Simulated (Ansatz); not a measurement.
# Ti3PO2: the change of energy above lowest point with volume scale

Results calculated with Ansatz 0.2.0, not measured. Free energy against uniform scaling of the volume at fixed shape and fractions; periodic cell, basis, potentials, k mesh and filling as listed.

The cell before it is scaled or strained (space group P-3m1, No. 164):
```
Ti3PO2
1.0
      3.1829     0.0000     0.0000
     -1.5915     2.7565     0.0000
      0.0000     0.0000     8.0495
Ti P O
3 1 2
Direct
  0.33333 0.66667 0.70676
  0.66667 0.33333 0.29324
  0.00000 0.00000 0.00000
  0.00000 0.00000 0.50000
  0.33333 0.66667 0.14226
  0.66667 0.33333 0.85774
```

Settings of every row: functional LDA; dispersion none; accuracy medium; potentials PAW; wave cutoff 630 eV; density cutoff 2520 eV; k mesh 8x8x3; k shift 0x0x0; occupations methfessel paxton; smearing width 0.1 eV; spin none.

Limits: coarse k mesh, up to 40 meV an atom off; minimum outside the range; odd electron count without spin; the cell comes from a prototype or a list of computed structures and needn't be the stable phase.

```
row  volume scale  V (Å³/atom)  energy above lowest point (meV/atom)
  1        0.9406       11.071                                     0
  2        0.9703       11.421                                     ?
  3             1       11.771                                  41.8
  4        1.0297        12.12                                  78.4
  5        1.0594        12.47                                 123.3
```

Question: what energy above lowest point should row 2 give?

Worked fit of energy above lowest point. Take u = (V_r/V)^(2/3) − 1 with V_r = 11.945 Å³ an atom, which is twice the finite (Eulerian) strain; such expansions in the strain, on which the Birch-Murnaghan equation of state is built, carry the rest volume and the bulk modulus. The shown rows have u = 0.05196, 0.00983, -0.00965, -0.02827. Least squares give energy above lowest point = 58.9 − 1875.4 × u + 14272 × u² meV/atom; a straight line predicts inner rows, each left out in turn, worse (root mean square 14 against 0.14 meV/atom). The rows lie off it by 0.0, 0.0, 0.1, 0.0. The withheld row has u = 0.03036, so the fit gives 58.9 − 1875.4 × (0.03036) + 14272 × (0.03036)² = 15.1 meV/atom.

The calculation gave 15 meV/atom. The fit lies 0.1 meV/atom (0.081 % of the column's range) above it, one unit of the last digit.
